**Third ionisation energies of Hf to Bi: LDA eigenvalue, LDA energy difference and Dirac-Fock**

The table holds the ionisation energies of the 2+ ions from Hf to Bi from scalar-relativistic spin-polarised LDA (Quantum ESPRESSO ld1.x, total-energy difference and highest eigenvalue) and from configuration-averaged Dirac-Fock, beside NIST values, of which only Hg to Bi are measured. The program fits LDA minus Dirac-Fock along 5d with a spin-polarisation term $(I/4)(M_n^2 - M_{n-1}^2)$, fits the gap between energy difference and eigenvalue with $c\,e^2/(2\langle r\rangle)$, and applies rough recalled fine-structure shifts to Hg and Bi. It finds $I = 0.635$ eV (rms 0.07 eV), between the 0.59 and 0.71 eV read from level splittings of the same runs, and $c = 0.728$ with misfits up to 6 % of the gap. On the four measured rows the mean absolute errors are 1.13 eV (LDA), 1.75 eV (Dirac-Fock) and 4.71 eV (eigenvalue), and the rough shifts bring the first two to about 0.5 and 1.5 eV. The six references with ±1.6 eV cannot rank the levels.

Calculated values. Ions Hf2+ to Bi2+ in NIST's ground configurations, from Quantum ESPRESSO 7.5 (ld1.x): spherical all-electron atom, scalar-relativistic spin-polarised LDA-PW92, open shells at highest spin, point nucleus. Ionisation energies are total-energy differences. The Dirac-Fock column (B-spline radial atomic code, version 1) is averaged over the configuration, with a Fermi nucleus.

## Numerical check

```python
# Table: third ionisation energies (eV) of Hf2+..Bi2+: scalar-relativistic spin-LDA (ld1.x, total-energy
# difference and -eps), configuration-averaged Dirac-Fock (B-spline code), NIST values.
# Tested: spin-polarisation counting for LDA-DF, IE+eps ~ c e^2/(2<r>), errors against measured rows.
T = {
    'ion': ['Hf2+', 'Ta2+', 'W2+', 'Re2+', 'Os2+', 'Ir2+', 'Pt2+', 'Au2+', 'Hg2+', 'Tl2+', 'Pb2+', 'Bi2+'],
    'Z': [72, 73, 74, 75, 76, 77, 78, 79, 80, 81, 82, 83],
    'N': [70, 71, 72, 73, 74, 75, 76, 77, 78, 79, 80, 81],
    'configuration': ['[Xe] 4f14 5d2', '[Xe] 4f14 5d3', '[Xe] 4f14 5d4', '[Xe] 4f14 5d5', '[Xe] 4f14 5d6', '[Xe] 4f14 5d7', '[Xe] 4f14 5d8', '[Xe] 4f14 5d9', '[Xe] 4f14 5d10', '[Xe] 4f14 5d10 6s1', '[Xe] 4f14 5d10 6s2', '[Xe] 4f14 5d10 6s2 6p1'],
    'removed': ['5d', '5d', '5d', '5d', '5d', '5d', '5d', '5d', '5d', '6s', '6s', '6p'],
    'ionisation_energy': [22.561, 24.6217, 26.6091, 28.5443, 27.364, 29.5602, 31.654, 33.6795, 35.658, 30.7953, 32.6545, 23.8902],  # eV
    'minus_highest_eigenvalue': [17.556, 19.372, 21.123, 22.828, 21.758, 23.685, 25.531, 27.322, 29.075, 26.178, 27.874, 19.866],  # eV
    'highest_level_mean_radius': [2.1008, 1.9745, 1.8654, 1.7704, 1.7136, 1.6345, 1.5639, 1.5005, 1.4432, 2.2589, 2.1678, 2.6001],  # bohr
    'highest_level': ['5d up', '5d up', '5d up', '5d up', '5d down', '5d down', '5d down', '5d down', '5d', '6s up', '6s', '6p up'],
    'nist': [22.55, 23.1, 26.0, 27.0, 25.0, 28.0, 29.0, 30.0, 34.49, 29.852, 31.9373, 25.57075],  # eV
    'nist_kind': ['theory', 'theory', 'semi-empirical', 'theory', 'theory', 'theory', 'theory', 'theory', 'measured', 'measured', 'measured', 'measured'],
    'nist_unc': [0.04, 1.6, 0.4, 1.6, 1.6, 1.6, 1.6, 1.6, 0.05, 0.0006, 0.0006, 0.00017],  # eV
    'error': [0.011, 1.52, 0.609, 1.54, 2.36, 1.56, 2.65, 3.68, 1.17, 0.943, 0.717, -1.68],  # eV
    'ie_hf': [20.688, 22.328, 23.954, 25.574, 27.193, 28.815, 30.443, 32.079, 33.726, 28.177, 29.851, 23.107],  # eV
}
import numpy as np
from scipy.constants import physical_constants as pc
Ha = pc['Hartree energy in eV'][0]
A = lambda k: np.array(T[k], float)
ion = T['ion']; ix = {s: i for i, s in enumerate(ion)}
L, e, r, ref, u, D = map(A, ['ionisation_energy', 'minus_highest_eigenvalue', 'highest_level_mean_radius', 'nist', 'nist_unc', 'ie_hf'])
rms = lambda x: float(np.sqrt(np.mean(np.square(x))))
gap = L - e; x = Ha/(2*r); c = gap@x/(x@x); gm = c*x
print('rounding floor: 0.0005 eV for LDA-DF and IE+eps; NIST limited by its stated uncertainty')
print('ion kind | LDA-DF | errLDA errDF err(-eps) eV | errLDA/unc errDF/unc | -eps/IE gap model eV, %')
for i, s in enumerate(ion):
    print(f"{s} {T['nist_kind'][i][:4]} | {L[i]-D[i]:.2f} | {L[i]-ref[i]:+.2f} {D[i]-ref[i]:+.2f} {e[i]-ref[i]:+.2f} | {(L[i]-ref[i])/u[i]:+.1f} {(D[i]-ref[i])/u[i]:+.1f} | {e[i]/L[i]:.3f} {gap[i]:.2f} {gm[i]:.2f} {100*(gm[i]/gap[i]-1):+.1f}")
w = int(np.argmax(abs(gm/gap-1)))
print(f'gap = c e^2/(2<r>): c = {c:.3f}, rms {rms(gm-gap):.2f} eV, worst {ion[w]} {gm[w]-gap[w]:+.2f} eV')
d = np.array([k == '5d' for k in T['removed']]); n = A('N')[d] - 68; y = (L - D)[d]
for name, v in (('LDA', L), ('DF', D), ('NIST', ref)):
    print(f'steps {name} Hf..Bi eV:', ' '.join(f'{t:+.2f}' for t in np.diff(v)))
p = np.polyfit(n, D[d], 1)
print(f'DF 5d line: slope {p[0]:.3f} eV/element, max residual {abs(np.polyval(p, n)-D[d]).max():.3f} eV')
M = lambda m: np.minimum(m, 10 - m)
xs = (M(n)**2 - M(n-1)**2)/4
xh = np.where(n <= 5, n-1, n-6) - 4*(n-1)/9
one = np.ones_like(n); fits = {}
for name, X in (('a+bn+I*dM2/4', [one, n, xs]), ('a+I*dM2/4', [one, xs]), ('a+K*Hund pairs', [one, xh])):
    X = np.array(X).T; q = np.linalg.lstsq(X, y, rcond=None)[0]; res = X@q - y; fits[name] = q
    print(f'{name}: params eV', np.round(q, 3), f'rms {rms(res):.3f}, worst {ion[int(np.argmax(abs(res)))]}')
    print('  model-table eV:', ' '.join(f'{t:+.2f}' for t in res))
I = fits['a+bn+I*dM2/4'][2]
print(f'slopes of LDA-DF: d2-d5 {np.polyfit(n[:4], y[:4], 1)[0]:.3f}, d6-d10 {np.polyfit(n[4:], y[4:], 1)[0]:.3f} eV/element')
# further outputs of the same runs: 5d eigenvalues (eV) of W3+ (M=3) and Pt2+ (M=2)
Wup, Wdn, Pup, Pdn = 32.30104, 30.17168, 26.71551, 25.53114
IW, IP = (Wup-Wdn)/3, (Pup-Pdn)/2
drop = y[4] - y[3]
print(f'I from splittings: W3+ {Wup-Wdn:.2f}/3 = {IW:.3f}, Pt2+ {Pup-Pdn:.2f}/2 = {IP:.3f}; fitted {I:.3f} eV')
print(f'Re->Os change of LDA-DF {drop:+.2f} eV; -4.5 I from splittings {-4.5*IP:.2f} to {-4.5*IW:.2f} eV')
# further outputs (hartree), E(3+)-E(2+): xc part for Re, Os, Ir; Hartree part lost for W, Re, Os, Ir
xc = np.array([320.4933-320.0012, 327.9852-327.5914, 335.5884-335.1502])*Ha
eh = np.array([6263.065-6228.766, 6467.127-6431.316, 6674.577-6637.933, 6886.355-6848.156])*Ha
print('xc part of IE Re,Os,Ir eV', np.round(xc, 2), 'steps', np.round(np.diff(xc), 2))
print('steps of Hartree energy lost W-Re,Re-Os,Os-Ir eV', np.round(np.diff(eh), 1))
k = ix['W2+']; mid = (e[k] + Wup)/2
print(f'W: mean of -eps(2+),-eps(3+) {mid:.2f} vs IE {L[k]:.2f} (diff {mid-L[k]:+.2f}); half change {(Wup-e[k])/2:.2f} vs gap {gap[k]:.2f} eV')
m = np.array([s == 'measured' for s in T['nist_kind']])
# rough recalled fine-structure splittings (eV): Bi2+ 6p 2.6, Hg3+ 5d9 1.9
so = np.zeros(len(ion)); so[ix['Bi2+']] = 2.6*2/3; so[ix['Hg2+']] = -1.9*2/5
print('measured rows', [s for s, t in zip(ion, m) if t], 'rough spin-orbit shift eV', np.round(so[m], 2))
for name, v in (('LDA', L), ('DF', D), ('-eps', e)):
    a, b = (v-ref)[m], (v+so-ref)[m]
    print(f'{name}: raw % {np.round(100*a/ref[m], 1)} mean {a.mean():+.2f} MAE {abs(a).mean():.2f} max {abs(a).max():.2f} eV')
    print(f'  with rough shift {np.round(b, 2)} mean {b.mean():+.2f} MAE {abs(b).mean():.2f} eV')
print(f"Pb minus Tl error: LDA {(L-ref)[ix['Pb2+']]-(L-ref)[ix['Tl2+']]:+.2f}, DF {(D-ref)[ix['Pb2+']]-(D-ref)[ix['Tl2+']]:+.2f} eV")
big = u > 1
print(f'rows with unc {u[big][0]} eV: {big.sum()}; within it: LDA {(abs(L-ref)[big] <= u[big]).sum()}, DF {(abs(D-ref)[big] <= u[big]).sum()}')
print(f'ranges eV: LDA-DF {min(L-D):.2f}-{max(L-D):.2f}, gap {gap.min():.2f}-{gap.max():.2f}')
assert L[ix['Os2+']] < L[ix['Re2+']] and np.all(np.diff(D[d]) > 0)
assert 0.5 < I < 0.8
assert np.all(D[m] < ref[m]) and np.all(e < D) and np.all(D < L)
assert L[ix['Bi2+']] < ref[ix['Bi2+']] and L[ix['Tl2+']] > ref[ix['Tl2+']]
```

Running it gives:

```
rounding floor: 0.0005 eV for LDA-DF and IE+eps; NIST limited by its stated uncertainty
ion kind | LDA-DF | errLDA errDF err(-eps) eV | errLDA/unc errDF/unc | -eps/IE gap model eV, %
Hf2+ theo | 1.87 | +0.01 -1.86 -4.99 | +0.3 -46.6 | 0.778 5.00 4.71 -5.8
Ta2+ theo | 2.29 | +1.52 -0.77 -3.73 | +1.0 -0.5 | 0.787 5.25 5.02 -4.5
W2+ semi | 2.66 | +0.61 -2.05 -4.88 | +1.5 -5.1 | 0.794 5.49 5.31 -3.2
Re2+ theo | 2.97 | +1.54 -1.43 -4.17 | +1.0 -0.9 | 0.800 5.72 5.59 -2.1
Os2+ theo | 0.17 | +2.36 +2.19 -3.24 | +1.5 +1.4 | 0.795 5.61 5.78 +3.1
Ir2+ theo | 0.75 | +1.56 +0.82 -4.32 | +1.0 +0.5 | 0.801 5.88 6.06 +3.1
Pt2+ theo | 1.21 | +2.65 +1.44 -3.47 | +1.7 +0.9 | 0.807 6.12 6.33 +3.4
Au2+ theo | 1.60 | +3.68 +2.08 -2.68 | +2.3 +1.3 | 0.811 6.36 6.60 +3.8
Hg2+ meas | 1.93 | +1.17 -0.76 -5.42 | +23.4 -15.3 | 0.815 6.58 6.86 +4.2
Tl2+ meas | 2.62 | +0.94 -1.68 -3.67 | +1572.2 -2791.7 | 0.850 4.62 4.38 -5.0
Pb2+ meas | 2.80 | +0.72 -2.09 -4.06 | +1195.3 -3477.2 | 0.854 4.78 4.57 -4.4
Bi2+ meas | 0.78 | -1.68 -2.46 -5.70 | -9885.6 -14492.6 | 0.832 4.02 3.81 -5.3
gap = c e^2/(2<r>): c = 0.728, rms 0.22 eV, worst Hf2+ -0.29 eV
steps LDA Hf..Bi eV: +2.06 +1.99 +1.94 -1.18 +2.20 +2.09 +2.03 +1.98 -4.86 +1.86 -8.76
steps DF Hf..Bi eV: +1.64 +1.63 +1.62 +1.62 +1.62 +1.63 +1.64 +1.65 -5.55 +1.67 -6.74
steps NIST Hf..Bi eV: +0.55 +2.90 +1.00 -2.00 +3.00 +1.00 +1.00 +4.49 -4.64 +2.09 -6.37
DF 5d line: slope 1.627 eV/element, max residual 0.018 eV
a+bn+I*dM2/4: params eV [1.159 0.096 0.635] rms 0.069, worst Os2+
  model-table eV: -0.05 -0.05 -0.00 +0.10 +0.13 -0.03 -0.08 -0.05 +0.03
a+I*dM2/4: params eV [1.732 0.542] rms 0.215, worst Os2+
  model-table eV: +0.27 +0.12 +0.03 -0.02 +0.34 +0.04 -0.16 -0.28 -0.34
a+K*Hund pairs: params eV [1.717 0.581] rms 0.152, worst Os2+
  model-table eV: +0.17 +0.07 +0.03 +0.04 +0.25 +0.00 -0.14 -0.21 -0.22
slopes of LDA-DF: d2-d5 0.365, d6-d10 0.438 eV/element
I from splittings: W3+ 2.13/3 = 0.710, Pt2+ 1.18/2 = 0.592; fitted 0.635 eV
Re->Os change of LDA-DF -2.80 eV; -4.5 I from splittings -2.66 to -3.19 eV
xc part of IE Re,Os,Ir eV [13.39 10.72 11.92] steps [-2.67  1.21]
steps of Hartree energy lost W-Re,Re-Os,Os-Ir eV [41.1 22.7 42.3]
W: mean of -eps(2+),-eps(3+) 26.71 vs IE 26.61 (diff +0.10); half change 5.59 vs gap 5.49 eV
measured rows ['Hg2+', 'Tl2+', 'Pb2+', 'Bi2+'] rough spin-orbit shift eV [-0.76  0.    0.    1.73]
LDA: raw % [ 3.4  3.2  2.2 -6.6] mean +0.29 MAE 1.13 max 1.68 eV
  with rough shift [0.41 0.94 0.72 0.05] mean +0.53 MAE 0.53 eV
DF: raw % [-2.2 -5.6 -6.5 -9.6] mean -1.75 MAE 1.75 max 2.46 eV
  with rough shift [-1.52 -1.68 -2.09 -0.73] mean -1.50 MAE 1.50 eV
-eps: raw % [-15.7 -12.3 -12.7 -22.3] mean -4.71 MAE 4.71 max 5.70 eV
  with rough shift [-6.18 -3.67 -4.06 -3.97] mean -4.47 MAE 4.47 eV
Pb minus Tl error: LDA -0.23, DF -0.41 eV
rows with unc 1.6 eV: 6; within it: LDA 3, DF 4
ranges eV: LDA-DF 0.17-2.97, gap 4.02-6.58
```
